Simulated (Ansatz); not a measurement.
## SrRu₃: the change of pressure with volume ratio

All results are calculated (Ansatz 0.2.0). Plane-wave density functional theory, PAW datasets, Gaussian smearing 0.05 eV: equation of state, the given cell scaled in volume with shape and atoms relaxed at each volume.

The cell before it is scaled or strained (space group Pm-3m, No. 221):
```
SrRu3
1.0
      4.0559     0.0000     0.0000
      0.0000     4.0559     0.0000
      0.0000     0.0000     4.0559
Sr Ru
1 3
Direct
  0.00000 0.00000 0.00000
  0.00000 0.50000 0.50000
  0.50000 0.50000 0.00000
  0.50000 0.00000 0.50000
```

Settings of every row: paw set soft_2; functional PBEsol; spin treatment none; moment partition spheres; spin axis none; wave cutoff 420 eV; k mesh 8x8x8; symmetry use detected.

Atom hubbard u: 0 on all atoms.

Limits: the cell comes from a prototype or a list of computed structures and needn't be the stable phase.

```csv
row,volume ratio,V (Å³/atom),pressure (GPa),energy above given cell (meV per atom)
1,0.96,16.013,6.654,13.3
2,0.98,16.347,3.142,3.2
3,1,16.68,?,?
4,1.02,17.014,-2.829,3
5,1.04,17.347,-5.36,11.55
```

Question: what pressure should row 3 give?

Worked fit of pressure. Take u = (V_r/V)^(2/3) − 1 with V_r = 16.681 Å³ an atom, which is twice the finite (Eulerian) strain; such expansions in the strain, on which the Birch-Murnaghan equation of state is built, carry the rest volume and the bulk modulus. The shown rows have u = 0.02762, 0.01358, -0.01309, -0.02576. Least squares give pressure = −0.0106 + 223.83 × u + 630.3 × u² GPa; a straight line predicts inner rows, each left out in turn, worse (root mean square 0.26 against 0.0085 GPa). The rows lie off it by 0.002, -0.003, 0.004, -0.002. The pressure vanishes at u = 0.0000, or V = 16.68 Å³ an atom, and there the bulk modulus with shape and atoms relaxed is B = −V dP/dV = (2/3)(1 + u) dP/du = 149 GPa. The withheld row has u = 4e-05, so the fit gives −0.0106 + 223.83 × (4e-05) + 630.3 × (4e-05)² = -0.002 GPa.

The calculation gave -0.007 GPa. The fit lies 0.005 GPa (71 % of the value, 0.042 % of the column's range) above it; its largest miss of a shown row is 0.004 GPa.

The other values of row 3: energy above given cell 0 meV per atom.
